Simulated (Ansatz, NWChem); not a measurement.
# How basis sets differ on SiH2O2 (SMILES O[Si]O)

The species is SiH2O2 (5 atoms), meant as a singlet with charge 0. As SMILES, `O[Si]O`. The coordinates come from a PBE0-D4/def2-TZVP relaxation. This is one conformer, not always the lowest.

Quantity: the electronic atomisation energy, in eV. The values are calculated. Electronic energies at fixed atoms, without zero-point motion or spin-orbit coupling.

```csv
level,kind,program,value (eV),CPU time (all runs)
PBE0/pcseg-0,global hybrid,NWChem,17.06,4.9 s
PBE0/pcseg-1,global hybrid,NWChem,18.79,8.1 s
PBE0/pcseg-2,global hybrid,NWChem,19.56,29 s
PBE0/STO-3G,global hybrid,Ansatz,19.14,1.5 s
PBE0/aug-cc-pVDZ,global hybrid,Ansatz,18.84,5.6 s
```

The values span 17.06 to 19.56 eV. Without the sets that lack polarisation functions the rows with a basis span only 18.79 to 19.56 eV. Times are those of the runs behind each value, whatever else they computed, on shared processors of several kinds: orders of magnitude only.

Within the pcseg family, the atomisation energy of this dihydroxysilylene rises steadily from 17.06 to 18.79 and 19.56 eV. The molecule gains more from a flexible basis than the free atoms do: polarisation functions let the oxygen density deform towards silicon and hydrogen, and d functions on silicon improve the description of the strongly polar Si–O bonds and of oxygen lone-pair donation into the formally empty silicon p orbital. They act mainly as polarisation functions, not as valence d orbitals.

STO-3G breaks the link between basis quality and binding. Its 19.14 eV lies closer to the pcseg-2 value than either polarised double-zeta result does, which probably reflects cancellation between large errors in the molecule and the atoms. The near agreement of pcseg-1 and aug-cc-pVDZ is no sign of convergence either, since pcseg-2 lies clearly above both; it suggests that diffuse functions matter less here than a fuller valence and polarisation space. Without a larger set, the error remaining at pcseg-2 stays open.
